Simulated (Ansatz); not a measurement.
# Compressing GeSb2Te4: a fit and a missing row

GeSb2Te4, R-3m, a = 4.244 Å, c = 38.837 Å. The structure is a Materials Project entry; whether it is the stable form wasn't checked. Ansatz: PBEsol, PAW, 420 eV, Γ-centred 12×12×12 mesh on 7 atoms, Gaussian smearing 0.10 eV; no spin polarisation. Shape and atoms are relaxed at each volume; pressure is positive in compression.

```tsv
V (Å³/atom)	P (GPa)
25.388	?
26.253	6.05
27.119	3.86
27.984	1.77
28.850	0.00
29.715	-1.47
30.581	-2.70
31.735	-4.04
```

Task: Take V0 = 28.850 Å³/atom, fit the third-order Birch–Murnaghan form to the other rows, and predict the missing pressure.

Result: With the Eulerian strain f = ½[(V0/V)^(2/3) − 1] and y = P/[3f(1 + 2f)^(5/2)], the form is the line y = B0 + 1.5 B0 (B0′ − 4) f. Rows (f, y): 0.03245, 53.1; 0.02106, 55.1; 0.01026, 54.7; -0.00975, 52.8; -0.01905, 52.1; -0.03078, 51.3. Means f = 0.0006983, y = 53.183; Σ(Δf)² = 0.003004, ΣΔfΔy = 0.1356; the slope is their ratio. y = 53.15 + 45.12 f GPa, so B0 = 53.1 GPa and B0′ = 4 + 2 × (45.12)/(3 × 53.15) = 4.57. At V = 25.388, f = 0.04448, y = 55.16 and P = 9.11 GPa. The run gave 8.63 GPa, so the fit is 0.48 GPa too high, 3.8 % of the span of the series, against an rms of 0.08 GPa on the fitted rows. The row lies outside the fitted range. The points of y bend away from a line: a fourth-order term fitted to them gives P = 8.68 GPa at this row's volume (the line 9.11, the run 8.63).

The fit overshoots because the compressed lattice stiffens less than the line assumes. The normalised stress y doesn't bend evenly: it climbs to 55.1 GPa at 3.86 GPa, then falls to 53.1 GPa at 6.05 GPa. Ordinarily, weak contacts between layers close first and leave the stiffer Ge–Te and Sb–Te bonds to carry the load, which raises the resistance to compression. The drop suggests that another way of yielding opens between these two volumes, possibly a shift of the internal coordinates that evens out short and long p-bonds, though a stress error from the finite plane-wave basis or a relaxation into a different minimum could look similar. The fourth-order term's success at the missing row therefore doesn't establish a smooth equation of state, as it may simply absorb a kink.

The c axis is also clearly shorter than that measured for the familiar septuple-layer phase. Functional error alone probably doesn't account for this, so the entry may have a different stacking, and its compressibility shouldn't be carried over to that phase.
